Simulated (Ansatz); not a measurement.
# AlSn: pressure and energy above lowest point against volume scale

Results calculated with Ansatz 0.2.0, not measured. Free energy against uniform scaling of the volume at fixed shape and fractions; periodic cell, basis, potentials, k mesh and filling as listed.

The cell before it is scaled or strained (space group P-6m2, No. 187):
```
AlSn
1.0
      4.1981     0.0000     0.0000
     -2.0991     3.6357     0.0000
      0.0000     0.0000     3.3068
Al Sn
1 1
Direct
  0.00000 0.00000 0.00000
  0.33333 0.66667 0.50000
```

Settings of every row: functional PBE; dispersion none; potentials PAW; wave cutoff 420 eV; density cutoff 1680 eV; k mesh 8x8x9; k shift 0x0x0; occupations cold; smearing width 0.1 eV; spin none; SCF threshold exponent -9.

Limits: coarse k mesh, up to 40 meV an atom off; stress loosely converged; the cell comes from a prototype or a list of computed structures and needn't be the stable phase.

```csv
row,volume scale,V (Å³/atom),pressure (GPa),energy above lowest point (meV/atom)
1,0.92,23.217,?,?
2,0.9467,23.891,2.98,11.3
3,0.9733,24.562,1.3,2.4
4,1,25.236,-0.09,0
5,1.0267,25.91,-1.26,2.9
6,1.0533,26.581,-2.23,10.3
7,1.08,27.255,-3.02,21.4
```

Question: what pressure and energy above lowest point should row 1 give?

Worked fit of pressure. Take u = (V_r/V)^(2/3) − 1 with V_r = 25.573 Å³ an atom, which is twice the finite (Eulerian) strain; such expansions in the strain, on which the Birch-Murnaghan equation of state is built, carry the rest volume and the bulk modulus. The shown rows have u = 0.0464, 0.02726, 0.00888, -0.00869, -0.02544, -0.04158. Least squares give pressure = −0.707 + 66.78 × u + 270.1 × u² GPa; a straight line predicts inner rows, each left out in turn, worse (root mean square 0.2 against 0.012 GPa). The rows lie off it by 0.01, -0.01, 0.00, 0.01, 0.00, 0.00. The pressure vanishes at u = 0.0102, or V = 25.19 Å³ an atom, and there the bulk modulus at fixed shape and fractions is B = −V dP/dV = (2/3)(1 + u) dP/du = 48.7 GPa. Letting shape and atoms relax would as a rule lower it, by much in layered, chain or molecular crystals. The withheld row has u = 0.06656, so the fit gives −0.707 + 66.78 × (0.06656) + 270.1 × (0.06656)² = 4.93 GPa.

The calculation gave 4.93 GPa. The fit meets it to the printed digit. This row lies beyond the range of the fit.

Worked fit of energy above lowest point. Take u = (V_r/V)^(2/3) − 1 with V_r = 25.573 Å³ an atom, which is twice the finite (Eulerian) strain; such expansions in the strain, on which the Birch-Murnaghan equation of state is built, carry the rest volume and the bulk modulus. The shown rows have u = 0.0464, 0.02726, 0.00888, -0.00869, -0.02544, -0.04158. Least squares give energy above lowest point = 0.83 − 170 × u + 8146 × u² + 8116 × u³ meV/atom; a parabola predicts inner rows, each left out in turn, worse (root mean square 0.22 against 0.04 meV/atom). All shown rows lie on it to the printed digit. Its lowest point lies at u = 0.0103, or V = 25.18 Å³ an atom, and the curvature there gives the bulk modulus at fixed shape and fractions, B = (4/9)(1 + u)² E″(u)/V = 48.5 GPa. Letting shape and atoms relax would as a rule lower it, by much in layered, chain or molecular crystals. The withheld row has u = 0.06656, so the fit gives 0.83 − 170 × (0.06656) + 8146 × (0.06656)² + 8116 × (0.06656)³ = 28.0 meV/atom.

The calculation gave 27.9 meV/atom. The fit lies 0.1 meV/atom (0.36 % of the column's range) above it, one unit of the last digit. This row lies beyond the range of the fit.
